Each row is a point in wave-vector space, a kind of electron wave in the crystal. The table gives the two highest filled levels there, v2 and v1, and the two lowest empty ones, c1 and c2. r2SCAN is the cheaper level of theory and HSE06 the costlier one. The atoms stay where they are between the two, so the changes come from the treatment of the electrons. The numerical settings differ a little as well, which question 8 takes up.

Band levels of ordered SiGe3 (4-atom cell, space group P-4m2), measured from the valence top at the same level of theory; v1 is the highest filled band, c1 the lowest empty one, and extra_d the k point (0, 0, 0.05). Ansatz 0.2.0, plane-wave PAW, no spin polarisation, cell relaxed with r2SCAN; cheaper level r2SCAN (6×6×6 k mesh, 500 eV cutoff), costlier level HSE06 (4×4×4, 420 eV).

```tsv
point name	band v2, cheaper level (eV)	band v1, cheaper level (eV)	band c1, cheaper level (eV)	band c2, cheaper level (eV)	band v2, costlier level (eV)	band v1, costlier level (eV)	band c1, costlier level (eV)	band c2, costlier level (eV)
Gamma	0.000	0.000	0.908	0.953	-0.009	0.000	1.227	1.301
X	-1.717	-1.409	2.219	2.547	-1.791	-1.444	2.644	2.981
M	-3.154	-3.085	0.724	0.923	-3.275	-3.190	1.044	1.233
Z	-1.969	-1.969	1.019	1.426	-2.028	-2.028	1.401	1.771
R	-1.393	-1.273	0.569	1.052	-1.411	-1.306	0.948	1.389
A	-4.014	-4.014	4.683	4.683	-4.191	-4.191	5.159	5.159
extra_d	-0.053	-0.053	0.816	1.093	-0.059	-0.059	1.149	1.416
```

## 1. At Gamma, why is the empty level higher in HSE06?

At Gamma the lowest empty level c1 lies 0.91 eV above the filled top in r2SCAN and 1.23 eV in HSE06. The top itself is zero in both columns by definition. The rise of c1 is therefore a change in distance, and it contains any sinking of the filled top as well as any lifting of the empty level.

The main cause lies in exchange, the lowering of energy that electrons of like spin gain by avoiding one another. r2SCAN estimates it from the density, its slope and the kinetic energy density at each place in the crystal. HSE06 starts from a simpler estimate, called PBE, which uses only the density and its slope. At short range it replaces part of the PBE exchange by exchange computed from the wave functions themselves. A filled state belongs to the set of electrons that produce this exchange and gains much from it, whereas an empty state gains less. Theory thus predicts a wider distance between filled and empty levels, and the table shows one in every row.

## 2. Down at X and M, do the filled levels move too?

They sink, and the deeper one sinks more. The upper filled level v1 at X lies 1.41 eV below the top and moves down by only 0.035 eV. At M it lies 3.09 eV below the top and moves down by 0.105 eV. The filled bands are stretched away from their top, as well as being separated from the empty ones.

The same exchange is the likely cause of the stretch. In a simple picture, neighbouring bonds combine more in phase deep in these bands, so the states there vary more smoothly through the crystal. They resemble the other filled states more closely, and so gain more exchange with them. Towards the top this likeness weakens, and it weakens further in the empty states. By this argument high empty levels should rise more than low ones, which the rows further down can test.

## 3. At Z and R, where is the gap, and how much does it open?

The lowest listed empty level is c1 at R, in both levels of theory. The gap therefore runs from the filled top at Gamma to R, and it is indirect: an electron must change its wave vector to cross it. It opens from 0.57 to 0.95 eV, or by about two thirds of its r2SCAN value. Z has an empty level higher than R, but it rises by almost the same amount.

The low level at R has to do with how the atoms are ordered. The crystal is a diamond lattice with Si and Ge in a fixed order, and its cell holds four atoms where diamond needs two. A cell twice as large has half the range of distinct wave vectors, so two points of diamond fall on each point here. Two of the diamond points called L, where germanium has its conduction minimum, fall together on R. In diamond their states have the same energy. Here the order of Si and Ge mixes them and pushes them apart, which is most likely what c1 and c2 at R show: they lie 0.48 eV apart in r2SCAN. The lower of the two is the lowest empty level in the table.

The opening matters greatly for the number of thermally created carriers. Their density varies as $\exp(-E_g/2k_BT)$, where $E_g$ is the gap and $k_BT$ the thermal energy. With equal densities of states, the r2SCAN gap gives about 1500 times as many carriers at 300 K as the HSE06 gap. Semilocal functionals such as r2SCAN tend to make semiconductor gaps too small, so a carrier density computed from the smaller gap would probably be far too high.

## 4. At A, can one simple rule cover all these changes?

A is the extreme row on both sides of the gap. Its v1 is the deepest in the table and sinks the most, and its c1 is the highest and rises the most. This is the stretch expected from exchange, together with a jump at the gap. To lowest order, each change is then a straight line in the r2SCAN energy $E$, measured from the filled top:

$$\Delta E_{\text{filled}} = 0.038\,E, \qquad \Delta E_{\text{empty}} = 0.32\ \text{eV} + 0.035\,E .$$

The first constant comes from a least-squares fit to v1 in the six rows other than Gamma, where the change is zero by definition. The other two come from a least-squares fit to c1 in all seven rows. Because A lies so far above the rest, it largely decides the slope for the empty levels.

Take c2 at X, which was in neither fit. It lies at 2.55 eV in r2SCAN, so its rise should be $0.32 + 0.035\times2.55 = 0.41$ eV, which places it at 2.96 eV. HSE06 gives 2.98 eV. A miss of this size is typical: over the six rows where c2 differs from c1, the root-mean-square miss is 0.03 eV, against 0.05 eV if every empty level is raised by the mean rise of c1.

The rule is better for the filled side. It leaves a root-mean-square miss of 0.016 eV in the fitted levels, where assuming no movement at all would leave 0.09 eV. It does less well on v2 at X, M and R, which was not in the fit: the root-mean-square miss there is 0.021 eV, and at R this level sinks by only 0.018 eV where the rule gives 0.052 eV. A rigid shift of the empty bands repairs most of the gap but leaves the filled bands narrower than in HSE06.

## 5. Looking back from A to R and M, where does the rule fail?

It fails where the order of the lowest empty levels is decided. R lies slightly below M in r2SCAN, so the rule gives R a slightly smaller rise. In fact c1 rises by 0.38 eV at R and by only 0.32 eV at M. The distance from R up to M shrinks from 0.155 to 0.096 eV.

Energy alone thus does not fix the correction. Part of the difference can be read from c2 at R. The distance between c1 and c2 there shrinks from 0.48 eV in r2SCAN to 0.44 eV in HSE06, so c1 is pushed down less and gains about 0.02 eV. The rest may come from the shape of the states. Those at R and M share the electron differently between s and p orbitals, and exchange responds to such differences, but this has not been tested on the wave functions. In practice, a cheap calculation corrected by one common shift keeps the r2SCAN distance between R and M, which HSE06 shrinks by more than a third.

## 6. At extra_d, why is the direct gap smaller than at Gamma, and is R really the lowest valley?

The last row lies very close to Gamma, a short step along the long axis of the cell. On that step v1 falls by 0.05 eV in r2SCAN, as it must when leaving the top of the filled bands. The empty level c1 falls further, by 0.09 eV, so the two levels come closer together. The smallest listed direct gap is therefore found here, in both levels of theory.

An empty level that falls on leaving Gamma looks odd until the folding is recalled. In silicon the conduction minimum lies near the diamond point X, a little before it is reached. One diamond X falls on Gamma in this cell and the other two fall on M. The fall beside Gamma fits the slope towards such a silicon-like valley, and the same reasoning puts further valleys beside M, where the table has no row.

How low could those be? If c1 falls beside M by as much as it does between Gamma and extra_d, the valley lies above R by $0.155-0.092=0.063$ eV in r2SCAN. In HSE06 the same step gives $0.096-0.078=0.018$ eV. The borrowed fall is only a guide. The true valley bottom could lie lower, because the step need not reach it, or higher, because c1 and c2 are further apart at M than at Gamma and the fall there may be gentler.

R is also the lowest empty level on the full k mesh of each run. The r2SCAN mesh has a point close to where the valley beside Gamma should have its bottom, so in r2SCAN that valley very probably stays above R. Neither mesh has a point so close to the expected bottoms beside M. R is therefore not an established minimum, and each listed gap is an upper bound for its level of theory.

This matters beyond the gap, because germanium-like and silicon-like valleys have different effective masses and directions of easy motion. The HSE06 estimate is too rough to say which valley is lower. The levels beside M should be computed before any transport model relies on the R valley alone.

## 7. What would change with more silicon, or with spin–orbit coupling?

More silicon should favour the valleys near Gamma and M over R. This follows from the two elements, since silicon has its minimum near diamond X and germanium at L. In random alloys the crossover comes at roughly 85 % germanium, a recalled figure. A random alloy with the 75 % of this crystal would thus still have its minimum near diamond X. That R is the lowest listed level here fits the splitting of the two L states by the regular order of the atoms, which a random alloy lacks.

Spin–orbit coupling, which neither calculation includes, acts mainly on the filled top. It splits the p-like states there and raises the upper ones by about a third of the splitting. Rough recalled splittings of 0.29 eV for germanium and 0.04 eV for silicon, averaged over the four atoms, give a rise of about 0.08 eV. Both gaps would narrow by nearly this amount, to about 0.5 eV in r2SCAN and 0.9 eV in HSE06, while the difference between them would hardly change.

## 8. Which digits can be trusted?

The third decimal should carry no argument. The HSE06 run used a coarser mesh of wave vectors than the r2SCAN run, 4×4×4 against 6×6×6, and a lower plane-wave cutoff. Exact exchange couples the wave vectors to one another, so the mesh can affect HSE06 levels directly. The splitting of 0.009 eV between v1 and v2 at Gamma in HSE06 is allowed by the crystal's symmetry, but it is too small to show which state is on top.

The gap opening of nearly 0.4 eV should be far larger than the effect of these settings, and the sinking of the filled level at A should also exceed it. The closer approach of R and M, 0.06 eV, stands between the two cases: it is probably real, but a repeat of HSE06 on the finer mesh should come before any use of it. For the valley order, that repeat should also include points beside M, because better digits at R and M alone would not settle it.
